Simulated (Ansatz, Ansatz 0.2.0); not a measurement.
# Lattice constants of chalcopyrite CdGeAs₂: r²SCAN+rVV10 meets a 0.5 % target where PBEsol fails in c

## What was measured

The reference is the pure end member studied in "Homogeneous limit of Cd(1-x)Mn(x)GeAs(2) alloy: electrical and magnetic properties" (2014, arXiv:1401.4037). An undoped crystal grown by the vertical Bridgman method was examined by high-resolution X-ray diffraction, and the tetragonal lattice constants a and c were obtained by Rietveld refinement. Diffraction gives the cell directly, so the comparison with a relaxed structure needs no intermediate model. We take the measurement to refer to room temperature, whereas our relaxations describe a static lattice without zero-point motion. For a semiconductor of this kind we expect the difference to be roughly 0.1 to 0.2 % in length, with the measured cell the larger.

| compared with | measured | source's wording or label | method |
| --- | --- | --- | --- |
| a (Å) | 5.9452 ± 0.0002 | 5.9452 ± 0.0002 A | high-resolution XRD, Rietveld refinement |
| c (Å) | 11.2153 ± 0.0003 | 11.2153 ± 0.0003 A | high-resolution XRD, Rietveld refinement |

## Approach

We want the cheapest level of theory that gives both a and c within 0.5 % of experiment. This margin exceeds the expected effect of temperature and zero-point motion, yet it is narrow enough to reject a functional with the typical one-percent error of a poorly suited choice. Both lengths must pass separately, because an error in the tetragonal distortion can hide in a good volume.

The model is the perfect crystal with eight atoms in the primitive cell, with cell and atoms relaxed within space group I-42d. The starting structure comes from earlier theory and is longer than the measured cell by about 0.6 % in a and 1 % in c, so it would itself fail the target. We begin with a semilocal functional on a coarse k mesh, converge the mesh, and move to a dearer functional only if the errors call for it. The level that meets the target is then to be tested for its basis set and pseudopotentials.

System: CdGeAs2 (cadmium germanium arsenide), tetragonal chalcopyrite; I-42d (No. 122), 8 atoms in the primitive cell; the database structure is a structure relaxed by earlier theory, not a measurement: a = 5.978 Å, c = 11.329 Å.

## 1. PBEsol on a coarse mesh

PBEsol costs about as much as any other gradient-corrected functional and was designed for the equilibrium structure of solids, which makes it a sensible low rung. A 4×4×4 mesh keeps the first relaxation light. CdGeAs₂ has a small gap, and semilocal functionals may close it, so the mesh could matter more here than in a wide-gap semiconductor. We expect lattice constants within about one percent of experiment.

**Run 1.** Ansatz 0.2.0: PBEsol, cell and atoms relaxed from the database structure, cutoff 420 eV (default), 4x4x4 k mesh, Gaussian smearing 0.01 eV.

Key lines of the input:
```
crystal:
  # lattice and atoms
kpoints:
  mp_grid: { grid: [4, 4, 4] }
hamiltonian:
  xc: pbesol
scf:
  occupations: { method: gaussian, width: 0.01 }
output:
  stress: true
relax:
  adjacent_minimum: "off"
  max_steps: 60
  cell: { stress_tol: 0.03 }
```

Command:
```
ansatz run input.yaml --threads 8 --pin off --max-ram 16384MiB --backend cpu --events-out ev --progress --plain --runs-dir out
```

Selected lines of the output:
```
k-points: 13 of 64 (time reversal used)
  cell:  # Å, volume = 199.8966 Å³
```

Converged; 9.3 s on 8 cores of Arm Neoverse V2, shared host.

| quantity | run 1 | measured | deviation |
| --- | --- | --- | --- |
| a (Å) | 5.9501 | 5.9452 ± 0.0002 | +0.0049 (+0.1 %) |
| c (Å) | 11.292 | 11.2153 ± 0.0003 | +0.077 (+0.7 %) |
| cell volume (Å³) | 399.79 |  |  |

The coarse-mesh PBEsol cell meets the target in a but not in c, which is 0.7 % too long. The error is mainly one of shape: c/a comes out at 1.898 against 1.886 in the measured crystal. Thermal expansion can't explain it, since a static lattice should be slightly smaller than the room-temperature one.

## 2. Converging the k mesh

Before blaming the functional we refine the mesh, which is the cheaper remedy. If the gap closes or nearly closes in PBEsol, a coarse sampling can misjudge the occupations near the zone centre and with them the anisotropic stress that sets c/a. We relax again on 8×8×8 and 10×10×10 meshes; two denser settings are needed to see whether the cell has settled. We expect c to move more than a, but can't say in which direction.

**Run 2.** Ansatz 0.2.0: PBEsol, cell and atoms relaxed from the database structure, cutoff 420 eV (default), 8x8x8 k mesh, Gaussian smearing 0.01 eV.

Key lines of the input, as changed from run 1:
```diff
  kpoints:
-   mp_grid: { grid: [4, 4, 4] }
+   mp_grid: { grid: [8, 8, 8] }
```

Selected lines of the output:
```
k-points: 59 of 512 (time reversal used)
  cell:  # Å, volume = 199.7205 Å³
```

Converged; wall time 42 s.

**Run 3.** Ansatz 0.2.0: PBEsol, cell and atoms relaxed from the database structure, cutoff 420 eV (default), 10x10x10 k mesh, Gaussian smearing 0.01 eV.

Key lines of the input, as changed from run 1:
```diff
  kpoints:
-   mp_grid: { grid: [4, 4, 4] }
+   mp_grid: { grid: [10, 10, 10] }
```

Selected lines of the output:
```
k-points: 102 of 1000 (time reversal used)
  cell:  # Å, volume = 199.7107 Å³
```

Converged; 95 s on 8 cores of Arm Neoverse V1, shared host.

| quantity | run 2 | run 3 | measured |
| --- | --- | --- | --- |
| a (Å) | 5.9445 | 5.9442 | 5.9452 ± 0.0002 |
| c (Å) | 11.304 | 11.304 | 11.2153 ± 0.0003 |
| cell volume (Å³) | 399.44 | 399.42 |  |

The cell has settled: between the two denser meshes a and c change by less than 0.001 Å, so 8×8×8 is sufficient for PBEsol. Refining the mesh from 4×4×4 shortened a slightly and lengthened c, which moves c further from experiment. With a almost exactly on the measured value and c 0.8 % too long, the miss in c is not a sampling error.

## 3. Testing the basis and the pseudopotentials

Two numerical causes remain to be tested before we hold PBEsol responsible. One is the plane-wave cutoff, which we raise to 590 eV with the same potentials. The other is the description of the ion cores, which we test with norm-conserving PseudoDojo potentials at their own, much higher cutoff. The second relaxation is the dearer one, but an error from the potentials would carry over into any conclusion about the functional. We expect both to shift the lengths by a few tenths of a percent at most, and a higher cutoff more probably lengthens the cell than shortens it.

**Run 4.** Ansatz 0.2.0: PBEsol, cell and atoms relaxed from the database structure, cutoff 590 eV, 8x8x8 k mesh, Gaussian smearing 0.01 eV.

Key lines of the input, as changed from run 2:
```diff
+ basis:
+   ecutwfc: 590.0
```

Selected lines of the output:
```
Basis set: ecut = 590 eV, 6475 PW (Γ) [...]
  cell:  # Å, volume = 199.7188 Å³
```

Converged; wall time 93 s.

**Run 5.** Ansatz 0.2.0: PBEsol, PseudoDojo norm-conserving pseudopotentials, cell and atoms relaxed from the database structure, cutoff 1388 eV (default), 8x8x8 k mesh, Gaussian smearing 0.01 eV.

Key lines of the input, as changed from run 2:
```diff
  hamiltonian:
+   pseudopotentials: { kind: nc, accuracy: standard }
```

Selected lines of the output:
```
Basis set: ecut = 1387.780699 eV, 23431 PW (Γ) [...]
  cell:  # Å, volume = 199.8890 Å³
```

Converged; wall time 5.4 min.

| quantity | run 4 | run 5 | measured |
| --- | --- | --- | --- |
| a (Å) | 5.9444 | 5.9459 | 5.9452 ± 0.0002 |
| c (Å) | 11.304 | 11.308 | 11.2153 ± 0.0003 |
| cell volume (Å³) | 399.44 | 399.78 |  |

Neither test removes the miss. The higher cutoff leaves the cell practically unchanged, and the norm-conserving potentials lengthen a and c by less than 0.05 %. The error of 0.8 % in c therefore belongs to PBEsol itself, as far as these checks reach, and PBEsol fails the target despite its excellent a.

## 4. LDA and a dispersion correction

Two inexpensive changes could shorten c: LDA, which usually binds solids too tightly, and a D3(BJ) dispersion term added to PBEsol, which supplies extra attraction at almost no cost. To pass, either must take at least 0.3 % off c without taking more than about 0.5 % off a. A nearly uniform contraction could just manage that, but would leave the excessive c/a in place. We expect LDA to overshoot in a and give the dispersion term the better chance.

**Run 6.** Ansatz 0.2.0: LDA, cell and atoms relaxed from the database structure, cutoff 420 eV (default), 8x8x8 k mesh, Gaussian smearing 0.01 eV.

Key lines of the input, as changed from run 2:
```diff
  hamiltonian:
-   xc: pbesol
+   xc: lda
```

Selected lines of the output:
```
  cell:  # Å, volume = 193.6593 Å³
```

Converged; 51 s on 8 cores of Arm Neoverse V2, shared host.

**Run 7.** Ansatz 0.2.0: PBEsol+D3(BJ), cell and atoms relaxed from the database structure, cutoff 420 eV (default), 8x8x8 k mesh, Gaussian smearing 0.01 eV.

Key lines of the input, as changed from run 2:
```diff
  hamiltonian:
+   dispersion: d3bj
```

Selected lines of the output:
```
  cell:  # Å, volume = 193.4315 Å³
```

Converged; 72 s on 8 cores of Arm Neoverse V1, shared host.

| quantity | run 6 | run 7 | measured |
| --- | --- | --- | --- |
| a (Å) | 5.8738 | 5.8838 | 5.9452 ± 0.0002 |
| c (Å) | 11.226 | 11.175 | 11.2153 ± 0.0003 |
| cell volume (Å³) | 387.32 | 386.86 |  |

Both changes shorten c enough to bring it within the target, but both make a about 1 % too short, so neither passes. The dispersion term contracts PBEsol almost uniformly, by 1.0 % in a and 1.1 % in c, and c/a hardly moves from 1.902 to 1.899. We had given it the better chance, but it takes off far more than PBEsol can spare. LDA has a nearly perfect c for a poor reason: its c/a of 1.911 is further from the measured 1.886 than that of PBEsol, and the cell is simply too small in the basal plane.

## 5. PBE with and without dispersion

From LDA to PBEsol the cell grows and c/a falls towards experiment. PBE, which usually gives longer bonds than PBEsol, may continue in that direction, and a nearly uniform contraction by D3(BJ) could then bring the lengths back. Both relaxations cost about as much as those already made, so we try them before a meta-GGA. We expect plain PBE to be too long in both directions; running it beside the corrected version separates the effect of the functional on c/a from that of dispersion.

**Run 8.** Ansatz 0.2.0: PBE, cell and atoms relaxed from the database structure, cutoff 420 eV (default), 8x8x8 k mesh, Gaussian smearing 0.01 eV.

Key lines of the input, as changed from run 2:
```diff
  hamiltonian:
-   xc: pbesol
+   xc: pbe
```

Selected lines of the output:
```
  cell:  # Å, volume = 210.0553 Å³
```

Converged; 55 s on 8 cores of Arm Neoverse V2, shared host.

**Run 9.** Ansatz 0.2.0: PBE+D3(BJ), cell and atoms relaxed from the database structure, cutoff 420 eV (default), 8x8x8 k mesh, Gaussian smearing 0.01 eV.

Key lines of the input, as changed from run 8:
```diff
  hamiltonian:
+   dispersion: d3bj
```

Selected lines of the output:
```
  cell:  # Å, volume = 201.5974 Å³
```

Converged; 53 s on 8 cores of Arm Neoverse V1, shared host.

| quantity | run 8 | run 9 | measured |
| --- | --- | --- | --- |
| a (Å) | 6.0483 | 5.9733 | 5.9452 ± 0.0002 |
| c (Å) | 11.484 | 11.300 | 11.2153 ± 0.0003 |
| cell volume (Å³) | 420.11 | 403.19 |  |

Plain PBE is too long in both directions, by 1.7 % in a and 2.4 % in c, and its c/a of 1.899 is barely better than that of PBEsol. The dispersion term does more than rescale this cell: it shortens c by 1.6 % and a by 1.2 %, which brings c/a down to 1.892, the closest so far to the measured 1.886. PBE+D3(BJ) thus passes narrowly in a, but c is still 0.8 % too long and fails.

## 6. r²SCAN with and without rVV10

No gradient-corrected level tried so far gives both lengths, so we now accept the higher cost of a meta-GGA. r²SCAN also depends on the kinetic-energy density, which lets it distinguish kinds of bonding and might improve the shape of the cell as well as its size. We expect it to be somewhat long, and rVV10, which adds nonlocal correlation, to shorten it by less than D3(BJ) shortened PBE. Since the mesh affected c/a in PBEsol, we also relax with r²SCAN on 4×4×4, to see how sensitive the meta-GGA cell is to the sampling.

**Run 10.** Ansatz 0.2.0: r2SCAN, cell and atoms relaxed from the database structure, cutoff 500 eV (default), 4x4x4 k mesh, Gaussian smearing 0.01 eV.

Key lines of the input, as changed from run 1:
```diff
  hamiltonian:
-   xc: pbesol
+   xc: r2scan
```

Selected lines of the output:
```
  cell:  # Å, volume = 201.9234 Å³
```

Converged; 41 s on 8 cores of Arm Neoverse N1, shared host.

**Run 11.** Ansatz 0.2.0: r2SCAN, cell and atoms relaxed from the database structure, cutoff 500 eV (default), 8x8x8 k mesh, Gaussian smearing 0.01 eV.

Key lines of the input, as changed from run 2:
```diff
  hamiltonian:
-   xc: pbesol
+   xc: r2scan
```

Selected lines of the output:
```
  cell:  # Å, volume = 202.0713 Å³
```

Converged; wall time 2.9 min.

**Run 12.** Ansatz 0.2.0: r2SCAN+rVV10, cell and atoms relaxed from the database structure, cutoff 500 eV (default), 8x8x8 k mesh, Gaussian smearing 0.01 eV.

Key lines of the input, as changed from run 11:
```diff
  hamiltonian:
+   dispersion: rvv10
```

Selected lines of the output:
```
Basis set: ecut = 500 eV, 5021 PW (Γ) [...]
  cell:  # Å, volume = 199.4213 Å³
```

Converged; wall time 4.8 min.

| quantity | run 10 | run 11 | run 12 | measured |
| --- | --- | --- | --- | --- |
| a (Å) | 5.9795 | 5.9803 | 5.9566 | 5.9452 ± 0.0002 |
| c (Å) | 11.295 | 11.300 | 11.241 | 11.2153 ± 0.0003 |
| cell volume (Å³) | 403.85 | 404.14 | 398.84 |  |

r²SCAN with rVV10 meets the target in both lengths, with a and c each about 0.2 % too long. Its c/a of 1.887 practically matches the measured 1.886, so the agreement doesn't rest on errors of size and shape cancelling. Plain r²SCAN fails in both, by 0.6 % in a and 0.8 % in c, although its c/a of 1.890 is already better than that of any gradient-corrected level tried. The nonlocal correlation then shortens c by 0.5 % and a by 0.4 %, a much gentler contraction than D3(BJ) gave with PBE.

For plain r²SCAN, going from the 4×4×4 to the 8×8×8 mesh lengthens c by 0.005 Å and a by less than 0.001 Å. These changes are small beside the margin left to r²SCAN+rVV10, but the test was made without the nonlocal term. The cutoff and the pseudopotentials were tested only with PBEsol, so the passing level has no basis or potential check of its own.

## All runs against the measurement

| run | settings | a (Å) | deviation | c (Å) | deviation | cost |
| --- | --- | --- | --- | --- | --- | --- |
| 1 | PBEsol, 4x4x4 mesh | 5.9501 | +0.0049 (+0.1 %) | 11.292 | +0.077 (+0.7 %) | 74 core-s |
| 2 | PBEsol, cutoff 420 eV (default), 8x8x8 k mesh | 5.9445 | −0.0007 (−0.0 %) | 11.304 | +0.089 (+0.8 %) | 5.5 core-min |
| 3 | PBEsol, 10x10x10 mesh | 5.9442 | −0.0010 (−0.0 %) | 11.304 | +0.089 (+0.8 %) | 13 core-min |
| 4 | PBEsol, cutoff 590 eV | 5.9444 | −0.0008 (−0.0 %) | 11.304 | +0.089 (+0.8 %) | 12 core-min |
| 5 | PBEsol, PseudoDojo, cutoff 1388 eV | 5.9459 | +0.0007 (+0.0 %) | 11.308 | +0.093 (+0.8 %) | 43 core-min |
| 6 | LDA, cutoff 420 eV (default), 8x8x8 k mesh | 5.8738 | −0.0714 (−1.2 %) | 11.226 | +0.011 (+0.1 %) | 6.8 core-min |
| 7 | PBEsol+D3(BJ), cutoff 420 eV (default), 8x8x8 k mesh | 5.8838 | −0.0614 (−1.0 %) | 11.175 | −0.040 (−0.4 %) | 9.6 core-min |
| 8 | PBE, cutoff 420 eV (default), 8x8x8 k mesh | 6.0483 | +0.1031 (+1.7 %) | 11.484 | +0.269 (+2.4 %) | 7.3 core-min |
| 9 | PBE+D3(BJ), cutoff 420 eV (default), 8x8x8 k mesh | 5.9733 | +0.0281 (+0.5 %) | 11.300 | +0.085 (+0.8 %) | 7.1 core-min |
| 10 | r2SCAN, cutoff 500 eV, 4x4x4 mesh | 5.9795 | +0.0343 (+0.6 %) | 11.295 | +0.080 (+0.7 %) | 5.5 core-min |
| 11 | r2SCAN, cutoff 500 eV | 5.9803 | +0.0351 (+0.6 %) | 11.300 | +0.085 (+0.8 %) | 23 core-min |
| 12 | r2SCAN+rVV10, cutoff 500 eV | 5.9566 | +0.0114 (+0.2 %) | 11.241 | +0.026 (+0.2 %) | 39 core-min |
|  | measured | 5.9452 ± 0.0002 |  | 11.2153 ± 0.0003 |  |  |

## Conclusion

r²SCAN+rVV10 meets the target: a and c both come out 0.2 % longer than measured, for 39 core-minutes. It is the only level tried that passes in both lengths, and so also the cheapest.

The PBEsol checks were useful because they ruled out mesh, cutoff and pseudopotentials as the cause of its 0.8 % error in c. Its nearly exact a would have been misleading on its own. LDA and PBEsol+D3(BJ) were detours: they brought c within the target only by making a about 1 % too short. PBE+D3(BJ) improved the cell's shape but left c too long.

The success of r²SCAN+rVV10 extends to c/a, so it is not a good volume hiding a wrong distortion. Plain r²SCAN already comes close in shape, and rVV10 mainly corrects the size. Whether that contraction represents real dispersion or partly compensates for an error of r²SCAN in the bonds, these runs can't tell.

Temperature and zero-point motion don't explain the remaining excess. Adding our rough allowance of 0.1 to 0.2 % would lengthen the computed cell further and put the error at about 0.3 to 0.4 %, still within the target but with little to spare. The likely cause is a slight underbinding by the functional, though a contribution from the pseudopotentials is possible. Cutoff and potentials were not tested for r²SCAN+rVV10 itself, and its mesh was checked only through plain r²SCAN. Since the relaxations kept the chalcopyrite symmetry, they don't test whether a less symmetric structure would be lower in energy.

[Logs are printed without paths, hosts, clocks, repeated set-up lines and the standing remarks that a program may print on its own settings, such as how far it seeks lower states.]

[The runs shown are a pick from a larger set of finished runs; failed, doubtful and other runs were left out of it ahead of writing. So were measured values far from every level or from commonly accepted values, and agreement can look better than it is. Lines of input and output are excerpts and may be shortened.]

[The starting structure comes from the Materials Project.]
